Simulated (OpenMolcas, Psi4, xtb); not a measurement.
## A ladder of methods for CH2GeN (SMILES N#[C][GeH2])

CH2GeN: 5 atoms, total charge 0, spin state doublet. As SMILES, `N#[C][GeH2]`. The shape is that of a PBE0-D4/def2-TZVP optimisation.

```xyz
5

N     1.5907   -1.0293    1.2932
C     0.8384   -0.5359    0.5704
Ge   -0.3159    0.2414   -0.7401
H    -1.6589   -0.4980   -0.6959
H    -0.4043    1.7484   -0.4689
```

Quantity: the dipole moment, in D. The values are calculated.

```json
{"level": "GFN0-xTB", "kind": "semi-empirical", "program": "xtb", "value (D)": "5.48", "CPU time": "under 2 s"}
{"level": "UHF/def2-SVPD", "kind": "Hartree–Fock", "program": "Psi4", "value (D)": "3.97", "CPU time": "17 s"}
{"level": "USVWN5/def2-SVPD", "kind": "LDA", "program": "OpenMolcas", "value (D)": "3.84", "CPU time": "32 s"}
{"level": "UBLYP/def2-SVPD", "kind": "GGA", "program": "OpenMolcas", "value (D)": "3.71", "CPU time": "44 s"}
{"level": "UTPSS/def2-SVPD", "kind": "meta-GGA", "program": "OpenMolcas", "value (D)": "3.68", "CPU time": "67 s"}
{"level": "UPBE0/def2-SVPD", "kind": "global hybrid", "program": "OpenMolcas", "value (D)": "3.83", "CPU time": "48 s"}
{"level": "U-wB97X/def2-SVPD", "kind": "range-separated hybrid", "program": "Psi4", "value (D)": "3.87", "CPU time": "70 s"}
{"level": "UCAM-B3LYP/def2-SVPD", "kind": "range-separated hybrid", "program": "Psi4", "value (D)": "3.90", "CPU time": "32 s"}
```

All-electron rows without a relativistic Hamiltonian named are non-relativistic. The values span 3.68 to 5.48 D. Magnitudes only. CPU times are rough (shared hosts, several kinds of processor and program).

The self-consistent methods agree on a strongly polar radical, with dipoles between 3.68 and 3.97 D, while GFN0-xTB stands apart at 5.48 D. The large moment follows from the bonding: electropositive germanium donates density to the cyano group, whose own polarity places the negative end at nitrogen, so the two contributions reinforce each other. The unpaired electron sits mainly in a germanium-centred orbital with some s character, as expected for a pyramidal germyl radical.

Hartree–Fock gives the largest of the self-consistent values, in line with its usual exaggeration of polarity in nitriles, where correlation moves charge back from nitrogen. The hybrids lie between it and BLYP and TPSS, but LDA, at 3.84 D without any exact exchange, slightly exceeds PBE0, so exchange admixture alone doesn't order the series. The GFN0-xTB excess probably reflects its approximate, non-self-consistent charge distribution rather than real additional charge transfer. Without a correlated wavefunction or experimental reference, the close agreement among the functionals doesn't establish which is most accurate.
